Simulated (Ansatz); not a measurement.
## A series in volume per atom on HfH₂

Periodic Kohn-Sham DFT of a crystal at fixed atoms; pressure and stress are positive in compression; the energy is the free energy less that of spherical unpolarised free atoms; site moments are those in the method's own spheres, positive along +z. The results are calculated, by Ansatz 0.2.0.

Cell of the first row (space group I4/mmm, No. 139):
```
cell vectors (Å)
  -1.7035     1.7035     2.1360
   1.7035    -1.7035     2.1360
   1.7035     1.7035    -2.1360
atoms (fractions of the cell vectors)
Hf  0.00000  0.00000  0.00000
H   0.75000  0.25000  0.50000
H   0.25000  0.75000  0.50000
```

Settings of every row: method frozen-core PAW; functional LDA; relativity scalar; k mesh 12x12x12; filling fermi-dirac; smearing width 0.03 eV; wave cutoff 420 eV; paw set soft_2.

Atom start moment: 0 on all atoms.

Limits: PAW files made with PBE; no spin-orbit coupling on heavy atoms.

```csv
row,volume per atom (Å³),pressure (GPa)
1,8.265,0.794
2,8.616,-5.637
3,8.792,?
4,8.88,-9.657
5,9.144,-13.098
```

Question: what pressure should row 3 give?

Worked fit of pressure. Take u = (V_r/V)^(2/3) − 1 with V_r = 8.748 Å³ an atom, which is twice the finite (Eulerian) strain; such expansions in the strain, on which the Birch-Murnaghan equation of state is built, carry the rest volume and the bulk modulus. The shown rows have u = 0.03859, 0.01019, -0.00993, -0.02908. Least squares give pressure = −7.7276 + 200.159 × u + 534.77 × u² GPa; a straight line predicts inner rows, each left out in turn, worse (root mean square 0.39 against 0.011 GPa). The rows lie off it by 0.001, -0.005, 0.005, -0.002 (root mean square 0.0037 GPa). The pressure vanishes at u = 0.0353, or V = 8.305 Å³ an atom, and there the bulk modulus at fixed shape and fractions is B = −V dP/dV = (2/3)(1 + u) dP/du = 164 GPa. Letting shape and atoms relax would as a rule lower it, by much in layered, chain or molecular crystals. The withheld row has u = -0.00334, so the fit gives −7.7276 + 200.159 × (-0.00334) + 534.77 × (-0.00334)² = -8.390 GPa.

The calculation gave -8.386 GPa. The fit lies 0.004 GPa (0.029 % of the column's range) below it; its largest miss of a shown row is 0.005 GPa.
